# The Wiedemann–Franz law and the Sommerfeld value of the Lorenz number

In a metal the same electrons carry charge and heat. Wiedemann and Franz (1853) found that the ratio of thermal to electrical conductivity is nearly the same for different metals, and Lorenz (1872) that it is proportional to the absolute temperature. This guide derives
$$\kappa^{e}_{ij}=L_0T\,\sigma_{ij},\qquad L_0=\frac{\pi^2}{3}\left(\frac{k_B}{e}\right)^2,$$
for the electronic part $\kappa^e$ of the thermal conductivity, together with the leading correction. At each **Predict**, write down your answer before reading on.

Conventions: SI units, electron charge $-e$ with $e>0$, $\theta=k_BT$. The label $k$ stands for band, wave vector and spin, $V$ is the volume, and $\mathbf v_k=\hbar^{-1}\nabla_{\mathbf k}\varepsilon_k$.

## 1. Premises

1. The carriers are independent fermions with band energies $\varepsilon_k$ of any shape, obeying the semiclassical Boltzmann equation.
2. The response is linear in the electric field and in the gradients of $\mu$ and $T$. A static magnetic field $\mathbf B$ may have any strength at which premise 1 holds.
3. Scattering is elastic. The rate $W_{kk'}$ contains $\delta(\varepsilon_k-\varepsilon_{k'})$, is symmetric as in the golden rule, and connects all parts of an energy shell.
4. The carriers are degenerate, with $\mu$ many $\theta$ from any band edge, and the function $\Sigma(E)$ of section 4 is smooth over several $\theta$ around $\mu$.

## 2. The driving term

In the steady state
$$\mathbf v\cdot\nabla_{\mathbf r}f-\frac{e}{\hbar}(\mathbf E+\mathbf v\times\mathbf B)\cdot\nabla_{\mathbf k}f=\sum_{k'}W_{kk'}\left[f_{k'}(1-f_k)-f_k(1-f_{k'})\right].$$
The products $f_kf_{k'}$ cancel because $W$ is symmetric, so the right side is $\sum_{k'}W_{kk'}(f_{k'}-f_k)$. Write $f=f_0+g$, with $f_0=[e^{(\varepsilon-\mu)/\theta}+1]^{-1}$ at the local $\mu(\mathbf r)$ and $T(\mathbf r)$, and $g$ of first order.

**Predict.** Which combination of $\mathbf E$, $\nabla\mu$ and $\nabla T$ drives an electron of energy $\varepsilon$? Does the temperature gradient push all electrons the same way?

Since $f_0$ depends only on $(\varepsilon-\mu)/\theta$, the chain rule gives, with $f_0'=\partial f_0/\partial\varepsilon$,
$$\nabla_{\mathbf r}f_0=(-f_0')\left[\nabla\mu+(\varepsilon-\mu)\frac{\nabla T}{T}\right],\qquad -\frac{e}{\hbar}\mathbf E\cdot\nabla_{\mathbf k}f_0=(-f_0')\,e\,\mathbf E\cdot\mathbf v .$$
The magnetic force does nothing to $f_0$, because $(\mathbf v\times\mathbf B)\cdot\mathbf v=0$, and the collision term of $f_0$ vanishes because $f_0$ is constant on a shell. The terms $\mathbf v\cdot\nabla_{\mathbf r}g$ and $\mathbf E\cdot\nabla_{\mathbf k}g$ are dropped as second order for uniform gradients. With $\boldsymbol{\mathcal E}=\mathbf E+\nabla\mu/e$, the field a voltmeter senses,
$$\hat Cg=(-f_0')\,\mathbf v\cdot\mathbf F(\varepsilon),\qquad \mathbf F(\varepsilon)=-e\boldsymbol{\mathcal E}+(\varepsilon-\mu)\left(-\frac{\nabla T}{T}\right),$$
$$\hat Cg=\sum_{k'}W_{kk'}(g_k-g_{k'})-\frac{e}{\hbar}(\mathbf v\times\mathbf B)\cdot\nabla_{\mathbf k}g .$$
The electric force is the same at all energies. The thermal force changes sign at $\mu$: electrons above $\mu$ are driven towards the cold end and electrons below $\mu$ towards the hot end.

## 3. What elasticity buys

**Predict.** Let $a(\varepsilon)$ be any function of energy. How is $\hat C[a\,h]$ related to $\hat Ch$, and which premise do you need?

By premise 3, $a(\varepsilon_{k'})=a(\varepsilon_k)$ wherever $W\neq0$, so $a$ leaves the sum. In the magnetic term the derivative of $a$ yields $\hbar a'(\mathbf v\times\mathbf B)\cdot\mathbf v=0$. Hence $\hat C[a\,h]=a\,\hat Ch$, and each shell is a separate problem. Define the vector mean free path $\boldsymbol\Lambda_k$ by $\hat C\Lambda_j=v_j$. Then
$$g_k=(-f_0')\,\boldsymbol\Lambda_k\cdot\mathbf F(\varepsilon_k).$$
One and the same $\boldsymbol\Lambda$ answers both forces. No relaxation time has been assumed.

The solution exists, by the following argument on a discrete set of states. The magnetic term is a divergence in $\mathbf k$ space, because $\mathbf v$ is a gradient and so $\nabla_{\mathbf k}\cdot(\mathbf v\times\mathbf B)=0$, and its flow runs within the shell. Summed over a shell it vanishes, and so does the collision term by the symmetry of $W$. Thus $\hat C$ maps onto functions of zero shell sum only. The source has this property, since $\sum_k\mathbf v_k\delta(E-\varepsilon_k)=\hbar^{-1}\sum_k\nabla_{\mathbf k}\Theta(\varepsilon_k-E)$ is the zone integral of the gradient of a periodic function, which is zero. Further, the shell sum of $h\hat Ch$ equals $\tfrac12\sum_{kk'}W_{kk'}(h_k-h_{k'})^2$, the magnetic part being the divergence of a flow of $h^2/2$. This vanishes only for $h$ constant on the shell, so $\hat C$ is invertible among functions of zero shell sum. The constant left free in $\Lambda_j$ carries no current, again because $\mathbf v$ sums to zero.

## 4. Currents and the transport function

From $T\,dS=dU-\mu\,dN$, the heat current is the energy current minus $\mu$ times the particle current:
$$\mathbf j=-\frac{e}{V}\sum_k\mathbf v_kg_k,\qquad \mathbf j_Q=\frac1V\sum_k(\varepsilon_k-\mu)\mathbf v_kg_k .$$
Insert $1=\int dE\,\delta(E-\varepsilon_k)$ and define the transport function and its moments,
$$\Sigma_{ij}(E)=\frac{e^2}{V}\sum_kv_i\Lambda_j\,\delta(E-\varepsilon_k),\qquad M_n=\int dE\,(-f_0')(E-\mu)^n\,\Sigma(E).$$
$\Sigma(E)$ is a $3\times3$ matrix with the unit of conductivity. It holds all band structure, scattering and magnetic field. Substituting $g$,
$$\mathbf j=M_0\boldsymbol{\mathcal E}-\frac{M_1}{e}\left(-\frac{\nabla T}{T}\right),\qquad \mathbf j_Q=-\frac{M_1}{e}\boldsymbol{\mathcal E}+\frac{M_2}{e^2}\left(-\frac{\nabla T}{T}\right).$$
At uniform temperature $\mathbf j=\sigma\boldsymbol{\mathcal E}$, so $\sigma=M_0$.

**Predict.** Is $\kappa^e$ simply $M_2/(e^2T)$? Think of the electrical condition of a rod whose heat flow is being determined.

The rod is on open circuit, so $\kappa^e$ is defined by $\mathbf j_Q=-\kappa^e\nabla T$ at $\mathbf j=0$. Setting $\mathbf j=0$ gives $\boldsymbol{\mathcal E}=S\nabla T$ with the thermopower $S=-M_0^{-1}M_1/(eT)$. This field carries heat too, and
$$\kappa^e=\frac{M_2-M_1M_0^{-1}M_1}{e^2T}=\frac{M_2}{e^2T}-T\sigma S^2 .$$
The last form uses $M_1M_0^{-1}M_1=M_0(M_0^{-1}M_1)^2$, with matrix products in the order written. For a scalar $\Sigma$, the Lorenz number $L=\kappa^e/\sigma T$ has a simple meaning. With $x=(E-\mu)/\theta$ and averages taken with the weight $(-f_0')\Sigma$, $L=(k_B/e)^2[\langle x^2\rangle-\langle x\rangle^2]$, the variance of the energy of the conducting electrons.

## 5. Moments of the Fermi window

In terms of $x$, $(-f_0')\,dE=w(x)\,dx$ with $w=e^x/(e^x+1)^2=1/[4\cosh^2(x/2)]$, an even function of unit area. We need $I_n=\int_{-\infty}^{\infty}x^nw\,dx$.

**Predict.** Which $I_n$ vanish? Then try the substitution $u=1/(e^x+1)$ in $G(t)=\int e^{tx}w\,dx$.

Odd moments vanish by parity. With $du=-w\,dx$ and $e^x=(1-u)/u$, for $|t|<1$,
$$G(t)=\int_0^1u^{-t}(1-u)^t\,du=\frac{\Gamma(1-t)\Gamma(1+t)}{\Gamma(2)}=\frac{\pi t}{\sin\pi t},$$
by Euler's beta integral and the reflection formula. Inverting $\sin y/y=1-y^2/6+y^4/120-\dots$ gives
$$G=1+\frac{\pi^2t^2}{6}+\frac{7\pi^4t^4}{360}+\dots=\sum_n\frac{I_nt^n}{n!},$$
so $I_0=1$, $I_2=\pi^2/3$, $I_4=7\pi^4/15$.

The weight $x^2w$ of $M_2$ is zero at $\mu$ and peaks where $x\tanh(x/2)=2$, at $x=\pm2.4$. Charge is carried by electrons at $\mu$ and heat by electrons on both flanks, so premise 4 demands smoothness over several $\theta$.

## 6. The law and its first correction

Expand $\Sigma(E)=\Sigma+\theta x\Sigma'+\tfrac12\theta^2x^2\Sigma''+\dots$, with derivatives with respect to $E$ at $\mu$. Extending the integrals to $\pm\infty$ ignores the band edges at a cost of order $e^{-|\mu-E_{\rm edge}|/\theta}$ times powers of the exponent. Then
$$M_0=\Sigma+\frac{\pi^2}{6}\theta^2\Sigma''+O(\theta^4),\quad M_1=\frac{\pi^2}{3}\theta^2\Sigma'+O(\theta^4),\quad M_2=\frac{\pi^2}{3}\theta^2\Sigma+\frac{7\pi^4}{30}\theta^4\Sigma''+O(\theta^6).$$

**Predict.** At what order in $\theta$ does the open-circuit term enter, and what cancels in $\kappa^e$ against $\sigma$ at leading order?

$M_1M_0^{-1}M_1=(\pi^4/9)\theta^4\Sigma'\Sigma^{-1}\Sigma'$ is two orders below $M_2$. At leading order $\sigma=\Sigma(\mu)$ and $\kappa^e=(\pi^2/3)\theta^2\Sigma(\mu)/(e^2T)$. Both are the same matrix times a number, so element by element
$$\boxed{\kappa^e_{ij}=L_0T\sigma_{ij},\qquad L_0=\frac{\pi^2}{3}\left(\frac{k_B}{e}\right)^2=2.443\times10^{-8}\ \mathrm{W\,\Omega\,K^{-2}}}$$
with $k_B/e=86.17\ \mu\mathrm{V/K}$. This is Sommerfeld's value. It is the variance $I_2$ of the bare Fermi window, and it applies to the Hall components in a magnetic field as well.

For the next order, subtract $L_0T\sigma=(\pi^2/3)\theta^2M_0/(e^2T)$ from $\kappa^e$. The $\Sigma''$ terms combine to $7/30-1/18=8/45$:
$$\kappa^e-L_0T\sigma=\frac{\pi^4\theta^4}{e^2T}\left[\frac{8}{45}\Sigma''-\frac19\Sigma'\Sigma^{-1}\Sigma'\right]+\frac{O(\theta^6)}{e^2T}.$$
For a cubic crystal at $B=0$, division by $L_0T\Sigma$ gives
$$\frac{L}{L_0}=1+(\pi\theta)^2\left[\frac{8}{15}\frac{\Sigma''}{\Sigma}-\frac13\left(\frac{\Sigma'}{\Sigma}\right)^2\right]+O(\theta^4).$$
The second term in the bracket is $-S^2/L_0$, with the Mott thermopower $S=-(\pi^2/3)(k_B/e)\,\theta\,\Sigma'/\Sigma$. A small thermopower does not guarantee the law, because the curvature term survives at an extremum of $\Sigma$.

**Predict.** For $\Sigma\propto e^{tx}$ the variance is $d^2\ln G/dt^2$. What coefficient of $t^2$ must it reproduce?

The bracket gives $\pi^2t^2(8/15-1/3)=\pi^2t^2/5$. Exactly, $d^2\ln G/dt^2=\pi^2/\sin^2\pi t-1/t^2=\pi^2/3+\pi^4t^2/15+\dots$, and division by $\pi^2/3$ returns $1+\pi^2t^2/5$.

For $\Sigma\propto E^p$, with $E$ and $\mu$ counted from the band edge, the correction is $(\pi\theta/\mu)^2\,p(3p-8)/15$. Free electrons with a constant transport mean free path $\ell$ have $\boldsymbol\Lambda=\ell\,\mathbf v/v$ and density of states $N=mk/\pi^2\hbar^2$, so $\Sigma=e^2Nv\ell/3=e^2k^2\ell/3\pi^2\hbar\propto E$. Then $p=1$ and $L/L_0=1-(\pi^2/3)(\theta/\mu)^2$. At $\mu=10\,\theta$ this is $0.967$, and the unexpanded integrals over $E>0$ also give $0.967$. In the non-degenerate limit the weight becomes $E^pe^{-E/\theta}$, whose variance is $(p+1)\theta^2$. For $p=1$, $L=2(k_B/e)^2=0.61\,L_0$. Without degeneracy $L$ depends on the scattering law through $p$.

## 7. Does the strength of the scattering matter?

**Predict.** Multiply $W$ by ten at $B=0$. What happens to $\sigma$, $\kappa^e$ and $L$? And what if the disorder is so strong that wave packets lose their meaning?

$\boldsymbol\Lambda$, $\sigma$ and $\kappa^e$ all fall tenfold and $L$ is unchanged. For strong disorder premise 1 fails, but the structure of section 4 survives for non-interacting electrons in a static potential, as Chester and Thellung (1961) showed. The reason can be sketched. With one-electron Hamiltonian $H$, the first moment of the energy density is $\tfrac12\{H,\mathbf r\}$, and its time derivative is the energy current $\tfrac12\{H,\mathbf v\}$, because $H$ commutes with itself. Between exact eigenstates $a,b$ the heat current has matrix elements $[\tfrac12(\varepsilon_a+\varepsilon_b)-\mu]\mathbf v_{ab}$. The Kubo–Greenwood formula for the diagonal conductivity, quoted here without proof, is
$$\Sigma_{ii}(E)=\frac{\pi\hbar e^2}{V}\sum_{ab}|v_{i,ab}|^2\,\delta(E-\varepsilon_a)\,\delta(E-\varepsilon_b).$$
It couples only states of equal energy, so each heat vertex contributes the factor $E-\mu$ and the same $M_n$ appear. As a test of the prefactor, replace each $\delta$ by a Lorentzian of half-width $\hbar/2\tau$. The integral of its square is $\tau/\pi\hbar$, which returns $e^2Nv^2\tau/3$. Strong disorder can spoil the law only through the other premises, for instance near a mobility edge, where $\Sigma$ is not smooth.

## 8. Range of validity

- **Electronic part only.** An experiment gives $\kappa=\kappa^e+\kappa^{g}$, with the lattice part $\kappa^g$ outside the law.
- **Degeneracy and smoothness.** If $\Sigma$ varies on an energy scale $\Delta$, so that $|\Sigma'/\Sigma|\le1/\Delta$ and $|\Sigma''/\Sigma|\le1/\Delta^2$, the leading departure is at most $(13/15)(\pi\theta/\Delta)^2$. Lightly doped semiconductors, semimetals with two carrier types at $\theta$ comparable to the band overlap, and narrow resonances such as those of magnetic impurities near their Kondo temperature violate this premise.
- **Elasticity.** A collision that changes the energy by about $\theta$ breaks $\hat C[a\,h]=a\,\hat Ch$. It can move an electron from above $\mu$ to below it with little deflection, which destroys heat current and hardly touches charge current, so $L<L_0$. This is the case of phonon scattering in pure metals below the Debye temperature. Well above it, phonon energies are small against $\theta$ and the law returns approximately. If resistivities add, $\rho=\rho_0+\rho_i$ and $1/\kappa^e=W_0+W_i$ with $W_0=\rho_0/L_0T$, then $L/L_0=(1+\rho_i/\rho_0)/(1+W_i/W_0)$. At low temperature $\rho_i<L_0TW_i$ for the reason just given, so the departure is below $W_i/W_0$.
- **Normal state.** A superconducting condensate carries charge without entropy.

## 9. Brass at 4 K

Take single-phase, lead-free brass of about 70 % Cu and 30 % Zn by atoms, cubic, at $B=0$ and $T=4.0$ K. Typical inputs are a residual resistivity $\rho_0\approx4.0\times10^{-8}\ \Omega\,$m, which varies with composition and cold work, and an fcc lattice constant $a\approx0.368$ nm. Valences 1 and 2 give 1.3 electrons per atom.

**Predict.** Estimate $\kappa^e$. Then rank these by size: the Sommerfeld correction, inelastic scattering, lattice conduction.

The law gives
$$\kappa^e=\frac{L_0T}{\rho_0}=2.4\ \mathrm{W\,m^{-1}K^{-1}},\qquad \frac{\kappa^e}{T}=0.61\ \mathrm{W\,m^{-1}K^{-2}},\qquad W_0=0.41\ \mathrm{m\,K\,W^{-1}} .$$

*Scales.* A free-electron model serves only to size the corrections. It gives $n=4\times1.3/a^3=1.04\times10^{29}\ \mathrm{m^{-3}}$, $k_F=(3\pi^2n)^{1/3}=1.46\times10^{10}\ \mathrm{m^{-1}}$ and $E_F=\hbar^2k_F^2/2m=8.1$ eV. From $1/\rho_0=ne^2\ell/\hbar k_F$, which is $\Sigma(E_F)$ of section 6, $\ell=14$ nm and $k_F\ell\approx2\times10^2$, so wave packets are well defined. The level width is $\hbar/\tau=\hbar^2k_F/m\ell=0.08$ eV.

*Degeneracy.* $\theta=0.345$ meV, the heat window peaks $0.83$ meV from $\mu$, and $\theta/E_F=4.3\times10^{-5}$. For $p=1$ the correction is $-6\times10^{-9}$, with $S=-0.012\ \mu\mathrm{V/K}$. The real Fermi surface is not a sphere, but disorder smears band features over about $\hbar/\tau$. With $\Delta=0.08$ eV the bound of section 8 is $2\times10^{-4}$. Even a thermopower of $1\ \mu\mathrm{V/K}$ would give only $S^2/L_0=4\times10^{-5}$. Note that $\hbar/\tau$ far exceeds $\theta$. By section 7 this does no harm, since static disorder conserves energy exactly.

*Inelastic scattering.* For phonons $W_i\approx AT^2$, and a typical copper-like $A\approx3\times10^{-7}\ \mathrm{m\,W^{-1}K^{-1}}$ gives $W_i\approx5\times10^{-6}\ \mathrm{m\,K\,W^{-1}}$ and $W_i/W_0\approx1\times10^{-5}$. The phase-space estimate for electron–electron scattering, $\hbar/\tau_{ee}\sim(\pi\theta)^2/E_F$, is $2\times10^{-6}$ of $\hbar/\tau$. The random Cu–Zn potential dominates, and it is elastic.

*Lattice.* Long-wave phonons are scattered by electrons and dislocations with a mean free path roughly proportional to the wavelength, hence to $1/T$. With a heat capacity proportional to $T^3$ this gives $\kappa^g\approx bT^2$. An approximate value for copper alloys is $b\approx0.03\ \mathrm{W\,m^{-1}K^{-3}}$, uncertain by a factor of about two. Then $\kappa^g\approx0.5\ \mathrm{W\,m^{-1}K^{-1}}$ and $\kappa^g/\kappa^e=bT\rho_0/L_0\approx0.2$, between $0.1$ and $0.4$ over the range of $b$. This term outweighs the others by orders of magnitude. The total $\kappa\rho_0/T$ would be about $1.2\,L_0$ although the electrons obey the law closely. The two parts separate in $\kappa/T=L_0/\rho_0+bT$, as intercept and slope against $T$.

*A rod.* Let a rod of length $d=0.10$ m and section $\mathcal A=10\ \mathrm{mm^2}$ join stages at $T_h=4.0$ K and $T_c=2.0$ K. Its resistance is $R=\rho_0d/\mathcal A=0.40$ m$\Omega$. The heat flow $P$ is uniform along the rod, so $Pd/\mathcal A=\int\kappa\,dT$, and
$$P^e=\frac{L_0(T_h^2-T_c^2)}{2R}=0.37\ \mathrm{mW},\qquad P^g=\frac{\mathcal A\,b\,(T_h^3-T_c^3)}{3d}\approx0.06\ \mathrm{mW}.$$
The electronic heat leak follows from the residual resistance and the two temperatures alone. Iron impurities, which can bring Kondo scattering, or inclusions of lead, superconducting below about 7.2 K, would call premises 3 and 4 or the normal state into question, and $R$ would then be a less reliable guide to $P^e$.